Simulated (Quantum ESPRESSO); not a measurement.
**Cu: energy against volume and a worked fit**

It takes space group Fm-3m (No. 225, cubic). The conventional cell has a = 3.620 Å, b = 3.620 Å, c = 3.620 Å, α = 90.00°, β = 90.00°, γ = 90.00°. Around Cu (site symmetry m-3m) lie 12 Cu at 2.56 Å.

The cell was scaled at fixed shape and fractions and run with Quantum ESPRESSO, GBRV 1.5 PBEsol, cutoff 762 eV; PBEsol, k mesh 20 × 20 × 20 on the cell of 1 atom, methfessel-paxton occupations of 0.2 eV, no spin polarisation, no spin-orbit coupling. Energies are those that the program minimises, any entropy of the smearing included. For a metal such a mesh isn't converged to the digits shown.

```tsv
V (Å³/atom)	energy over the lowest row (meV/atom)
11.1479	2.02
11.3851	0.00
11.6223	3.07
11.8595	?
12.0967	22.17
12.3339	37.19
12.5711	55.28
```

Fit the third-order Birch-Murnaghan form, give V0, B0 and B′, and predict the energy left open.

With y = (V0/V)^(2/3), E = E0 + (9 V0 B0/16) [(y - 1)³ B′ + (y - 1)² (6 - 4y)]. Least squares through the rows shown give V0 = 11.3559 Å³/atom, E0 = -0.04 meV, B0 = 167.2 GPa (1 eV/Å³ = 160.218 GPa) and B′ = 5.03, with a largest miss of 0.00 meV. At V = 11.8595 the form with these constants gives 10.64 meV; the run gave 10.64 meV an atom.

The fit puts the minimum at 11.3559 Å³/atom, below the volume of the listed cell, which is close to the one measured at room temperature. Copper therefore comes out somewhat too dense, and its bulk modulus of 167.2 GPa is stiffer than experiment. The two errors belong together, since a shorter equilibrium distance samples a steeper part of the binding curve. The likely cause is slight overbinding by PBEsol in this late 3d metal, with the missing thermal and zero-point expansion adding to the gap.

The positive B′ reflects the anharmonicity of the bond: on compression, the repulsion between filled d shells and the kinetic energy of the sp electrons rise quickly, while on expansion the cohesion weakens and the curve falls below a parabola. The agreement at the open volume shows that the curve is smooth and well interpolated, not that the functional is accurate. With only one volume on the compressed side of the minimum, the fit is little tested for use at high pressure.
